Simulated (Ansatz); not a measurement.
## S₂O₅: energy above lowest point and pressure against volume per atom

Results calculated with Ansatz 0.2.0 development build, not measured. Equation of state of a cubic crystal from periodic Kohn-Sham density functional theory without spin; pressure corrected for the finite basis.

Cell of the first row (space group Pn-3m, No. 224):
```
cell vectors (Å)
   5.0147     0.0000     0.0000
   0.0000     5.0147     0.0000
   0.0000     0.0000     5.0147
atoms (fractions of the cell vectors)
S   0.00000  0.00000  0.00000
S   0.50000  0.50000  0.00000
S   0.50000  0.00000  0.50000
S   0.00000  0.50000  0.50000
O   0.50000  0.00000  0.00000
O   0.00000  0.50000  0.00000
O   0.00000  0.00000  0.50000
O   0.50000  0.50000  0.50000
O   0.75000  0.75000  0.25000
O   0.75000  0.25000  0.75000
O   0.25000  0.75000  0.75000
O   0.75000  0.25000  0.25000
O   0.25000  0.75000  0.25000
O   0.25000  0.25000  0.75000
```

Settings of every row: formula S2O5; structure type cubic X2O5; functional PBE; spin treatment none; k mesh 21x21x21; occupation method fermi-dirac; occupation width 0.061225619 eV; wave cutoff 420 eV; datasets soft-1 PAW; density cutoff ratio 4.

Limits: a cubic model structure, not a phase known at ambient conditions.

```
row  volume per atom (Å³)  energy above lowest point (meV/atom)  pressure (GPa)
  1                 9.008                                  16.9          10.059
  2                 9.199                                  7.16           6.303
  3                 9.391                                     ?               ?
  4                 9.582                                     0           -0.09
  5                 9.774                                  1.76          -2.801
  6                 9.966                                  6.59           -5.23
  7                10.158                                 14.17          -7.406
```

Question: what energy above lowest point and pressure should row 3 give?

Worked fit of energy above lowest point. Take u = (V_r/V)^(2/3) − 1 with V_r = 9.678 Å³ an atom, which is twice the finite (Eulerian) strain; such expansions in the strain, on which the Birch-Murnaghan equation of state is built, carry the rest volume and the bulk modulus. The shown rows have u = 0.04899, 0.03442, 0.00667, -0.00656, -0.01936, -0.03176. Least squares give energy above lowest point = 0.474 − 134.16 × u + 9443.7 × u² + 2838 × u³ meV/atom; a parabola predicts inner rows, each left out in turn, worse (root mean square 0.057 against 0.00046 meV/atom). All shown rows lie on it to the printed digit. Its lowest point lies at u = 0.0071, or V = 9.576 Å³ an atom, and the curvature there gives the bulk modulus at fixed shape and fractions, B = (4/9)(1 + u)² E″(u)/V = 143 GPa. The withheld row has u = 0.02027, so the fit gives 0.474 − 134.16 × (0.02027) + 9443.7 × (0.02027)² + 2838 × (0.02027)³ = 1.66 meV/atom.

The calculation gave 1.67 meV/atom. The fit lies 0.01 meV/atom (0.059 % of the column's range) below it, one unit of the last digit.

Worked fit of pressure. Take u = (V_r/V)^(2/3) − 1 with V_r = 9.678 Å³ an atom, which is twice the finite (Eulerian) strain; such expansions in the strain, on which the Birch-Murnaghan equation of state is built, carry the rest volume and the bulk modulus. The shown rows have u = 0.04899, 0.03442, 0.00667, -0.00656, -0.01936, -0.03176. Least squares give pressure = −1.4829 + 204.921 × u + 598.31 × u² + 569.8 × u³ GPa; a parabola predicts inner rows, each left out in turn, worse (root mean square 0.012 against 0.0012 GPa). The rows lie off it by 0.000, 0.000, -0.001, 0.001, 0.000, 0.000. The pressure vanishes at u = 0.0071, or V = 9.576 Å³ an atom, and there the bulk modulus at fixed shape and fractions is B = −V dP/dV = (2/3)(1 + u) dP/du = 143 GPa. The withheld row has u = 0.02027, so the fit gives −1.4829 + 204.921 × (0.02027) + 598.31 × (0.02027)² + 569.8 × (0.02027)³ = 2.921 GPa.

The calculation gave 2.932 GPa. The fit lies 0.011 GPa (0.063 % of the column's range) below it; its largest miss of a shown row is 0.001 GPa.
